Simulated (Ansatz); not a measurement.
## A series in volume scale on BAs

Free energy against uniform scaling of the volume at fixed shape and fractions; periodic cell, basis, potentials, k mesh and filling as listed. The results are calculated, by Ansatz 0.2.0.

The cell before it is scaled or strained (space group F-43m, No. 216):
```
cell vectors (Å)
   0.0000     2.3885     2.3885
   2.3885     0.0000     2.3885
   2.3885     2.3885     0.0000
atoms (fractions of the cell vectors)
B   0.00000  0.00000  0.00000
As  0.25000  0.25000  0.25000
```

Settings of every row: functional PBE; dispersion none; potentials PAW; wave cutoff 450 eV; density cutoff 1800 eV; k mesh 7x7x7; k shift 0x0x0; occupations fixed; smearing width 0 eV; spin none; SCF threshold exponent -7.

Limits: stress loosely converged.

```
row  volume scale  V (Å³/atom)  pressure (GPa)  energy above lowest point (meV/atom)
  1          0.94       12.809               ?                                     ?
  2          0.96       13.081             9.1                                  22.2
  3          0.98       13.354            5.78                                   9.6
  4             1       13.626            2.77                                   2.4
  5          1.02       13.899            0.05                                     0
  6          1.04       14.171            -2.4                                     2
  7          1.06       14.444           -4.63                                     8
```

Question: what pressure and energy above lowest point should row 1 give?

Worked fit of pressure. Take u = (V_r/V)^(2/3) − 1 with V_r = 13.762 Å³ an atom, which is twice the finite (Eulerian) strain; such expansions in the strain, on which the Birch-Murnaghan equation of state is built, carry the rest volume and the bulk modulus. The shown rows have u = 0.03441, 0.02027, 0.00664, -0.00658, -0.01933, -0.03173. Least squares give pressure = 1.383 + 206.14 × u + 526.7 × u² GPa; a straight line predicts inner rows, each left out in turn, worse (root mean square 0.22 against 0.0056 GPa). All shown rows lie on it to the printed digit. The pressure vanishes at u = -0.0068, or V = 13.9 Å³ an atom, and there the bulk modulus at fixed shape and fractions is B = −V dP/dV = (2/3)(1 + u) dP/du = 132 GPa. The withheld row has u = 0.049, so the fit gives 1.383 + 206.14 × (0.049) + 526.7 × (0.049)² = 12.75 GPa.

The calculation gave 12.78 GPa. The fit lies 0.03 GPa (0.17 % of the column's range) below it; its largest miss of a shown row is 0.00 GPa. This row lies beyond the range of the fit.

Worked fit of energy above lowest point. Take u = (V_r/V)^(2/3) − 1 with V_r = 13.762 Å³ an atom, which is twice the finite (Eulerian) strain; such expansions in the strain, on which the Birch-Murnaghan equation of state is built, carry the rest volume and the bulk modulus. The shown rows have u = 0.03441, 0.02027, 0.00664, -0.00658, -0.01933, -0.03173. Least squares give energy above lowest point = 0.62 + 179.9 × u + 12994 × u² meV/atom; a straight line predicts inner rows, each left out in turn, worse (root mean square 5.5 against 0.0099 meV/atom). All shown rows lie on it to the printed digit. Its lowest point lies at u = -0.0069, or V = 13.91 Å³ an atom, and the curvature there gives the bulk modulus at fixed shape and fractions, B = (4/9)(1 + u)² E″(u)/V = 131 GPa. The withheld row has u = 0.049, so the fit gives 0.62 + 179.9 × (0.049) + 12994 × (0.049)² = 40.6 meV/atom.

The calculation gave 40.8 meV/atom. The fit lies 0.2 meV/atom (0.49 % of the column's range) below it; its largest miss of a shown row is 0.0 meV/atom. This row lies beyond the range of the fit.
